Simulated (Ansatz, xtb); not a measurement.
## Ligand exchange: GaH3 + BH(SH)2 → GaH2(SH) + BH2(SH)

Species: GaH3 `[GaH3]`, singlet; BH(SH)2, singlet; GaH2(SH), singlet; BH2(SH), singlet. The partners trade H for SH: Ga–H and B–SH bonds give way to Ga–SH and B–H.

Shapes, held fixed at every level: PBE0-D4/def2-TZVP. Flexible molecules stand in one conformer, not always the lowest. Programs: Ansatz 0.2.0, xtb 6.7.1. The zero-point and thermal change to 298 K, harmonic and unscaled (PBE0-D4/def2-TZVP), is +4.7 kJ/mol.

```
               level                    kind  ΔH(298 K) (kJ/mol)  less CCSD(T)/def2-TZVPP
            GFN0-xTB          semi-empirical               -17.4                    +11.9
   PBE-D4/def2-TZVPP                     GGA               -22.9                     +6.4
r2SCAN-D4/def2-TZVPP                meta-GGA               -26.1                     +3.2
 BHLYP-D4/def2-TZVPP           global hybrid               -30.9                     -1.6
  wB97M-V/def2-TZVPP  range-separated hybrid               -26.3                     +3.0
    CCSD(T)/def2-SVP   coupled cluster or CI               -22.4                     +6.9
       CCSD/def2-SVP   coupled cluster or CI               -23.2                     +6.1
  CCSD(T)/def2-TZVPP   coupled cluster or CI               -29.3                      0.0
```

The highest level, CCSD(T)/def2-TZVPP, gives ΔH(298 K) = -29.3 kJ/mol; the levels span -30.9 to -17.4. The column of differences is taken from that level and isn't an error. No measured value is set beside it here. Relativity is left out for Ga. Outer-core shells of Ga are correlated in most correlated rows, in sets that cover them unevenly.

Every level makes the exchange exothermic, with -29.3 kJ/mol at the highest, so hydride goes to boron and thiolate to gallium. The compact boron valence orbitals overlap well with H 1s, whereas the more diffuse gallium orbitals make a weaker Ga–H bond. Gallium gains more from a polar bond to sulfur. Sulfur lone-pair donation into the empty boron p orbital works against the exchange, but probably only weakly: the two SH groups in BH(SH)2 compete for that one orbital, and the group left behind can donate more strongly.

The direction is therefore secure among these methods, the magnitude less so. Enlarging the basis moves CCSD(T) from -22.4 to -29.3 kJ/mol, far more than the triples change the result in the smaller basis. The close agreement of BHLYP with the highest level may thus be partly fortuitous. The preference applies to the separate monomers; hydride or thiolate bridging, to which gallium is especially prone, could change the balance in a real mixture.
